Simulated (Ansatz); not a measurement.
## TaN: pressure as volume per atom varies

Periodic Kohn-Sham DFT of a crystal at fixed atoms; pressure and stress are positive in compression; the energy is the free energy less that of spherical unpolarised free atoms; site moments are those in the method's own spheres, positive along +z. The results are calculated, by Ansatz 0.2.0.

Cell of the first row (space group P-62m, No. 189):
```
TaN
1.0
      5.0899     0.0000     0.0000
     -2.5450     4.4080     0.0000
      0.0000     0.0000     2.8516
Ta N
3 3
Direct
  0.33333 0.66667 0.50000
  0.66667 0.33333 0.50000
  0.00000 0.00000 0.00000
  0.39285 0.00000 0.00000
  0.60715 0.60715 0.00000
  0.00000 0.39285 0.00000
```

Settings of every row: method frozen-core PAW; functional PBEsol; relativity scalar; k mesh 6x6x9; filling fermi-dirac; smearing width 0.01 eV; wave cutoff 420 eV; paw set soft_2.

Atom start moment: 0 on all atoms.

Limits: PAW files made with PBE; no spin-orbit coupling on heavy atoms.

```csv
row,volume per atom (Å³),pressure (GPa)
1,10.663,18.76
2,10.89,10.432
3,11.117,2.948
4,11.23,-0.507
5,11.344,?
6,11.457,-6.89
7,11.571,-9.835
8,11.798,-15.273
9,12.024,-20.16
```

Question: what pressure should row 5 give?

Worked fit of pressure. Take u = (V_r/V)^(2/3) − 1 with V_r = 11.344 Å³ an atom, which is twice the finite (Eulerian) strain; such expansions in the strain, on which the Birch-Murnaghan equation of state is built, carry the rest volume and the bulk modulus. The shown rows have u = 0.04214, 0.0276, 0.01357, 0.00676, -0.00659, -0.01312, -0.02582, -0.03807. Least squares give pressure = −3.789 + 478.094 × u + 1307.62 × u² + 1109 × u³ GPa; a parabola predicts inner rows, each left out in turn, worse (root mean square 0.02 against 0.011 GPa). The rows lie off it by -0.003, 0.006, 0.006, -0.010, -0.007, 0.004, 0.008, -0.004 (root mean square 0.0064 GPa). The pressure vanishes at u = 0.0078, or V = 11.21 Å³ an atom, and there the bulk modulus at fixed shape and fractions is B = −V dP/dV = (2/3)(1 + u) dP/du = 335 GPa. Letting shape and atoms relax would as a rule lower it, by much in layered, chain or molecular crystals. The withheld row has u = 0, so the fit gives −3.789 + 478.094 × (0) + 1307.62 × (0)² + 1109 × (0)³ = -3.789 GPa.

The calculation gave -3.783 GPa. The fit lies 0.006 GPa (0.015 % of the column's range) below it; its largest miss of a shown row is 0.010 GPa.
